## Two quantities along one path

The energy change is the free energy per atom relative to the starting crystal, and the pressure is the mean of the three normal stresses, positive when the crystal pushes outward. Both come from density functional calculations on hcp ruthenium. The cell was made flatter or taller at constant volume. The axial ratio is $c/a$ divided by its starting value, so numbers below 1 mean a flattened cell.

Hcp Ru (P6_3/mmc, 2 atoms per cell, a = 2.689 Å, c = 4.252 Å) was deformed along c at fixed volume and fractional coordinates in Ansatz 0.2.0 (PBEsol, plane-wave PAW, scalar-relativistic, no spin polarisation). The cutoff was 420 eV, the k mesh 30×30×16 and the Gaussian smearing 0.15 eV. Energies are free energies relative to the starting cell; pressure is positive in compression.

| axial ratio (over its starting value) | energy change (meV/atom) | pressure (GPa) |
| --- | --- | --- |
| 0.8 | 541.0 | 18.57 |
| 0.85 | 313.3 | 11.35 |
| 0.92 | 88.3 | 3.85 |
| 0.96 | 20.7 | 1.26 |
| 1 | 0.0 | 0.06 |
| 1.05 | 35.5 | 0.41 |
| 1.1 | 130.4 | 2.66 |
| 1.2 | 450.8 | 12.07 |
| 1.3 | 850.9 | 25.85 |

The volume never changes, yet pressure appears on both sides. It is also lopsided: every flattened row has more pressure per unit of energy than every stretched row. What produces the pressure, and what tilts it?

The mean hides strong contrasts. At 0.8 the crystal pushes along the axis with 66.7 GPa, while across it there is a tension of 5.5 GPa. A positive mean says that the crystal, held in that shape, would lower its energy by swelling.

## First explanation: squeezed bonds

Each atom has six neighbours in its own layer and six in the layers above and below. Flattening shortens the second set, stretching the first. If atoms repel when pushed together, a large enough deformation either way should raise both energy and pressure.

Take the special shape in which all twelve bonds are equally long, at an axial ratio of 1.033. A small stretch from there shortens six bonds and lengthens the other six by the same amount. If the energy depends on bond lengths alone, apart from a volume term that is constant here, these changes cancel to first order. With a steep repulsion between neighbours, energy and pressure should then both be lowest there.

The row at 1.05 lies closer to that shape than the row at 1, so it should be lower in both columns. It is higher in both, by 35.5 meV/atom in energy. Equal bonds do not set the preferred shape of this metal.

The picture is tempting because it gets the broad rise of pressure right. A single exponential repulsion, fitted by least squares to all nine pressures, leaves a typical miss of 0.75 GPa. The same form fitted to the energies misses by about 50 meV/atom, more than the whole energy change at 1.05. Short bonds may well contribute to the pressure, but they do not account for both columns.

## Second explanation: pressure follows energy

Perhaps pressure merely records how much deformation energy has been stored. Two rows near the start test this. The cell at 1.05 stores more energy than the one at 0.96, yet has only 0.41 GPa against 1.26 GPa. Stored energy alone cannot fix the pressure; the direction of the deformation matters too.

## Third explanation: stiffness and preferred shape both depend on volume

Pressure measures how the energy would change if the volume were reduced at fixed shape. Compression can do two things to the energy of deformation. It can make every departure from the preferred shape more costly, and it can move the preferred shape itself.

The first effect raises the pressure on both sides. The second has a direction. Suppose that the compressed metal prefers a slightly taller cell. A flattened cell is then left further from its preferred shape, so compressing it costs extra energy and its pressure rises. For a stretched cell the preferred shape moves closer, and its pressure is reduced.

To put this into a formula, let $u$ be the natural logarithm of the axial ratio, $V$ the volume per atom and $F$ the energy change. Assume that

$$F(V,u)=V^{-g}\,f\big(u-s(V)\big),$$

where $s$ marks the preferred shape and $g$ says how fast the cost of deformation grows on compression. Differentiating with respect to volume at fixed $u$ gives

$$P=P_0+g\,\frac{F}{V}+d\,\frac{F'}{V},\qquad d=\frac{ds}{d\ln V}.$$

Here $P_0$ is the small pressure left at the preferred shape, added because $F$ counts only the cost of deformation, and $F'$ is the slope of $F$ with $u$. The slope follows from the computed stresses: $F'/V$ is minus two thirds of the stress difference, axial minus in-plane.

The two limits explain the curve. For a tiny deformation $F$ grows as $u^2$ but $F'$ only as $u$, so the shift of the preferred shape dominates and the two sides differ strongly. For a large deformation the energy term wins, and pressure rises on both sides. At 0.96 the two terms are about equal; at 0.8 the energy term is eight times the other.

## One row worked out

The constants were fitted by least squares to the five rows from 0.92 to 1.1, giving $g=2.53$, $d=-0.0434$ and $P_0=0.08$ GPa. The row at 0.8 was not used. Its energy of 0.541 eV in 13.32 Å³ is 6.51 GPa, and its stress difference of 72.2 GPa gives $F'/V=-48.1$ GPa. Hence

$$P\approx 0.08+2.53\times6.51+0.0434\times48.1\approx18.6\ \text{GPa},$$

against 18.57 GPa in the table.

The row at 0.85 is forecast equally well, but strong stretching is not: the forecast is 5 % low at 1.2 and 11 % low at 1.3. Constant $g$ and $d$ are evidently too simple there. Short bonds alone are not the reason: the shortest bonds at 0.8 are shorter than those at 1.2, yet the row at 0.8 shows no such miss. The cause is left open here.

## What is settled, and what is inferred

The numbers rule out equal bonds as the preferred shape and energy as the sole source of pressure. They support the third explanation as a link between the columns. It takes the energies as given, so it does not tell why ruthenium prefers a cell flatter than the equal-bond shape.

The negative $d$ implies that 1 % less volume would raise the preferred $c/a$ by about 0.04 %. This is inferred from pressures at one volume; relaxing $c/a$ at other volumes would test it directly.

Why should deformation cost more in a compressed metal? Theory points to the d electrons, whose overlap between neighbours grows steeply as atoms approach. If their band energy were the whole story, it would scale roughly as $V^{-5/3}$, making $g$ about 1.7. The fitted value is larger, perhaps because short-range repulsion grows faster still, but the calculation gives no separate energies to decide this.

For a neighbouring hexagonal metal, the useful question is therefore how its $c/a$ responds to compression. If it rises, a small flattening should bring more pressure than an equally small stretch; if it falls, the reverse is expected. In a cubic crystal stretched along a cube axis, symmetry keeps the undistorted shape stationary at every volume, so the lopsided first-order term vanishes.
